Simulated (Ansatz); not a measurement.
The calculation used DFT PBE, scalar-relativistic, plane waves, PAW (Ansatz 0.2.0). All cells share a 420 eV cutoff and Γ-centred k meshes spaced at most about 0.3 Å⁻¹ (about 0.25 or finer for metals, 2π included). Collinear spin in cells that started with moments and kept them past the coarse steps, no spin elsewhere.

Temperature and zero-point effects are left out.

Two forms of TiAl5 were relaxed alike.

A. (site moments Ti 0.8 μB) Space group P6/mmm (No. 191), hexagonal, a = 5.193 Å, c = 4.493 Å. Ti has 6 Al at 3.00 Å and 12 Al at 3.43 Å; around Al on a site of symmetry mmm lie 8 Al at 2.60–2.70 Å and 4 Ti at 3.43 Å; Al on a site of symmetry -6m2 is surrounded by 6 Al at 2.70 Å, 3 Ti at 3.00 Å and 3 Al at 3.00 Å.

B. (site moments under 0.1 μB) Space group F-43m (No. 216), cubic, a = 7.354 Å. Ti is surrounded by 16 Al at 3.05–3.18 Å; Al on a site of symmetry -43m is surrounded by 12 Al at 3.05 Å and 4 Ti at 3.18 Å; Al on a site of symmetry 3m is surrounded by 6 Al at 2.60 Å, 3 Ti at 3.05 Å and 3 Al at 3.05 Å.

Question: Which would you expect to be lower, and how large is the difference?

Answer: B is lower, by 214 meV/atom. A has the CaCu5 type, space group P6/mmm (No. 191), 17.5 Å³/atom and no gap on its mesh; B has space group F-43m (No. 216), 16.6 Å³/atom and no gap. Counting all near atoms (those within 1.25 times the shortest distance at each site; a plus sign parts nearer from farther groups; a slash parts the counts of unlike sites), A has Ti 6+12, Al 8/6+6 and B has Ti 16, Al 6+6/16. Their magnetic states differ too. The denser one is the lower, and pressure would at first widen the difference. Both come from invented guesses. A third cell relaxed alike, in I4/mmm, lies 14 meV/atom below the lower of the two.

The magnetic state reached may not be the lowest. With atoms moved at random, F-43m came back. Other cells relaxed within their symmetry can be saddle points. Some types were kept out of the candidates beforehand, so the set may lack a known form.

The F-43m form is clearly favoured over the CaCu5-type one, by 214 meV/atom, and atomic size probably accounts for much of this. The CaCu5 type suits a large atom in a network of much smaller ones, whereas Ti and Al have similar metallic radii. Twelve of the Al neighbours of Ti therefore sit at 3.43 Å, too far for strong bonding, while Al–Al contacts are squeezed below those in fcc Al. In F-43m, Ti has a more even shell at 3.05–3.18 Å, which should allow better mixing of Ti d with Al sp states. The Ti moment in the hexagonal form fits weaker mixing and a narrower d band, and is more likely a symptom of the poor fit than the cause of the higher energy.

F-43m is itself strained, with short Al–Al contacts and an Al atom in an equally roomy cage, so its losing to the I4/mmm cell is unsurprising. None of this shows that TiAl5 would form, since the energy relative to TiAl3 and Al, the phases expected at this composition, is not given.
